One impurity cannot move a band edge: Weyl's theorem in a two-band chain and in Bi82+

Statement

The essential spectrum σess of a self-adjoint operator is its spectrum without the isolated eigenvalues of finite multiplicity. Bands belong to it, isolated donor levels do not. Write R(z) = (z − H)⁻¹. Weyl's theorem: if H and H0 are self-adjoint and R(z) − R0(z) is compact for one non-real z, then σess(H) = σess(H0). Compact means a norm limit of finite-rank operators. The reason is that E lies in σess exactly when an orthonormal sequence ψj has ‖(R(z) − 1/(z − E))ψj‖ → 0, and a compact operator sends every orthonormal sequence to zero in norm.

The smallest model

A finite matrix has no essential spectrum, so the model needs infinitely many sites, but two per cell suffice. Take a chain of spacing a, on-site energy +Δ on even (A) sites and −Δ on odd (B) sites, and hopping −t between neighbours. With θ = ka the Bloch matrix is [[Δ, −2t cos θ], [−2t cos θ, −Δ]], so

E² = Δ² + 4t² cos²θ, σess(H0) = [−W, −Δ] ∪ [Δ, W], W = √(Δ² + 4t²).

Near θ = π/2 + qa this becomes E² ≈ Δ² + (2ta q)², the Dirac dispersion with Δ = mc² and 2ta = ħc.

Add one impurity on the A site 0: H = H0 + U|0⟩⟨0|, U < 0. Solving R = R0 + R0 U|0⟩⟨0| R gives

R − R0 = R0|0⟩ [U/(1 − U G)] ⟨0|R0, G(z) = ⟨0|R0(z)|0⟩.

The difference has rank one and is compact for any U. G is the zone average of the AA element of the inverted 2×2 matrix:

G(E) = (1/2π) ∫ dθ (E + Δ)/(E² − Δ² − 4t² cos²θ), θ from 0 to 2π,
G = −√[(Δ + E)/(Δ − E)] / √(W² − E²) in the gap,
G = (E + Δ)/√[(E² − Δ²)(E² − W²)] for |E| > W.

The theorem can now be checked directly.

No band energy is lost. Cut a Bloch state of energy E to N whole cells away from site 0 and its neighbours, and normalise it. The impurity term vanishes on it and only the two cut bonds contribute: ‖(H − E)ψ‖ = t√(2/N), or 0.141 t for N = 100. Disjoint packets of growing N form the required sequence.

No band energy is gained. Outside the bands R0 is analytic, so R is singular only at poles where U G(E) = 1. G falls monotonically from 0 to −∞ across the gap, does the same on (−∞, −W), and is positive above W. Hence U < 0 gives exactly two simple levels, E1 in the gap and E2 below −W. Squaring the condition gives

(E − Δ)(E² − W²) = U²(E + Δ),

whose third root lies above W and belongs to +|U|. Given E1, the rest is closed form:

U = −√[(Δ − E1)(W² − E1²)/(Δ + E1)],
E2 = s − √[s² + Δ(W² − U²)/E1], s = (Δ − E1)/2.

On A sites the gap state goes as (−λ)^|n| in the cell index n, with λ < 1 and λ + 1/λ = 2 + (Δ² − E1²)/t².

Numbers at the scale of Bi82+

The one-electron ion Bi82+ has Z = 83 and Zα = 0.6057. For a fixed point nucleus, H = cα·p + βmc² − Zαħc/r (α in α·p are the Dirac matrices), with mc² = 8.187×10⁻¹⁴ J. The levels with |κ| = 1 are

En = mc² [1 + (Zα/(n − 1 + γ))²]^(−1/2), γ = √(1 − (Zα)²) = 0.7957.

The 1s level is γmc², which is 1.673×10⁻¹⁴ J below the upper edge; n = 2 and n = 10 give 0.948 mc² and 0.998 mc². Nuclear size and radiative corrections, left out, typically change the 1s binding by a few tenths of a per cent.

In the chain set Δ = mc² and assume t = Δ, so a = ħ/(2mc) = 1.931×10⁻¹³ m and W = 2.236 Δ. Fit U so that E1 = 0.7957 Δ; E1 is then an input, not a prediction. The model's values are U = −0.705 Δ = −5.77×10⁻¹⁴ J, E2 = −2.279 Δ and λ = 0.551. Diagonalising a 60-site ring with this U returns 0.7957 Δ and −2.279 Δ, with the other 58 levels inside the bands. E2 and ±W are lattice features without counterpart in the ion.

Comparison with the general statement

Schrödinger case, dimensionless, three dimensions. Let real V = V1 + V2 with V1 square-integrable and |V2| ≤ ε, a split available for every ε > 0. V1(−∇² + 1)⁻¹ has squared Hilbert–Schmidt norm (2π)⁻³‖V1‖² ∫d³p/(p² + 1)² = ‖V1‖²/(8π), so it is compact, and the V2 part has norm at most ε. Thus V(−∇² + 1)⁻¹ is compact, so is R − R0 = R V R0, and σess(−∇² + V) = [0, ∞). For 1/r cut at radius ρ, ‖V1‖² = 4πρ and ε = 1/ρ. A hydrogenic donor in GaAs, with typical m* = 0.067 m and εr = 12.9, has the model's binding m*e⁴/[2(4πε0εr ħ)²] = 8.8×10⁻²² J and a 1/n² series below an unmoved conduction edge.

Dirac case. A product f(x)g(p) is compact if f and g both lie in L^q for one finite q ≥ 2. The free resolvent falls as 1/|p|, which needs q > 3, while 1/r near the origin needs q < 3, so this route fails. The resolvent form succeeds. For Zα < √3/2 = 0.866, that is γ > 1/2, H is self-adjoint on the domain of H0 (a standard result, quoted). Then R − R0 = −(R|V|^½)(|V|^½R0). The first factor is bounded. The second is compact, since r^(−½) needs only q < 6 near the origin, q = 4 serves, and the tail is arbitrarily small. So σess = (−∞, −mc²] ∪ [mc², ∞) for Bi82+, as for the free electron.

The theorem fixes the edges and not the number of levels: one gap level in the chain, infinitely many crowding towards +mc² for the Coulomb tail. It covers finitely many defects. A finite dopant density, uniform strain or a heterojunction does not decay at infinity, the resolvent difference is in general not compact, and impurity bands or shifted edges become possible.